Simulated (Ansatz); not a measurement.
## YCl: pressure as volume scale varies

Results calculated with Ansatz 0.2.0, not measured. Periodic Kohn-Sham DFT of a crystal at fixed atoms, scaled to volume_scale times the given cell; pressure positive in compression, energy less spherical unpolarised free atoms, largest_vzz the field gradient of largest size among the nuclei.

The cell before it is scaled or strained (space group R-3m, No. 166):
```
CELL_PARAMETERS angstrom
1.87620 1.08320 9.17500
-1.87620 1.08320 9.17500
0.00000 -2.16640 9.17500
ATOMIC_POSITIONS crystal
Y 0.21683 0.21683 0.21683
Y 0.78317 0.78317 0.78317
Cl 0.38830 0.38830 0.38830
Cl 0.61170 0.61170 0.61170
```

Settings of every row: method all-electron PAW; functional PBEsol; relativity scalar; k mesh 8x8x8; filling fermi-dirac; smearing width 0.02 eV; nucleus gaussian.

Atom start moment: 0 on all atoms.

Limits: a layered crystal: even scaling strains the bonds within the layers, so this curve is stiffer than the crystal under pressure; no gap: field gradients move with the k mesh.

| row | volume scale | V (Å³/atom) | pressure (GPa) | largest V_zz (1e21 V/m^2) |
| --- | --- | --- | --- | --- |
| 1 | 0.94 | 26.291 | 2.438 | -3.567 |
| 2 | 0.96 | 26.851 | 1.308 | -3.577 |
| 3 | 0.98 | 27.41 | ? | ? |
| 4 | 0.99 | 27.69 | -0.211 | -3.518 |
| 5 | 1.01 | 28.249 | -1.115 | -3.448 |
| 6 | 1.02 | 28.529 | -1.536 | -3.407 |
| 7 | 1.04 | 29.088 | -2.32 | -3.319 |
| 8 | 1.06 | 29.648 | -3.034 | -3.226 |

Question: what pressure should row 3 give?

Worked fit of pressure. Take u = (V_r/V)^(2/3) − 1 with V_r = 28.249 Å³ an atom, which is twice the finite (Eulerian) strain; such expansions in the strain, on which the Birch-Murnaghan equation of state is built, carry the rest volume and the bulk modulus. The shown rows have u = 0.04905, 0.03442, 0.01341, 0, -0.00655, -0.01932, -0.03171. Least squares give pressure = −1.1143 + 65.361 × u + 149.05 × u² − 103.2 × u³ GPa; a parabola predicts inner rows, each left out in turn, worse (root mean square 0.002 against 0.00075 GPa). The rows lie off it by 0.000, 0.000, 0.000, -0.001, 0.000, 0.001, 0.000. The pressure vanishes at u = 0.0164, or V = 27.57 Å³ an atom, and there the bulk modulus at fixed shape and fractions is B = −V dP/dV = (2/3)(1 + u) dP/du = 47.6 GPa. Letting shape and atoms relax would as a rule lower it, by much in layered, chain or molecular crystals. The withheld row has u = 0.0203, so the fit gives −1.1143 + 65.361 × (0.0203) + 149.05 × (0.0203)² − 103.2 × (0.0203)³ = 0.273 GPa.

The calculation gave 0.273 GPa. The fit meets it to the printed digit.

The other values of row 3: largest V_zz -3.546 1e21 V/m^2.
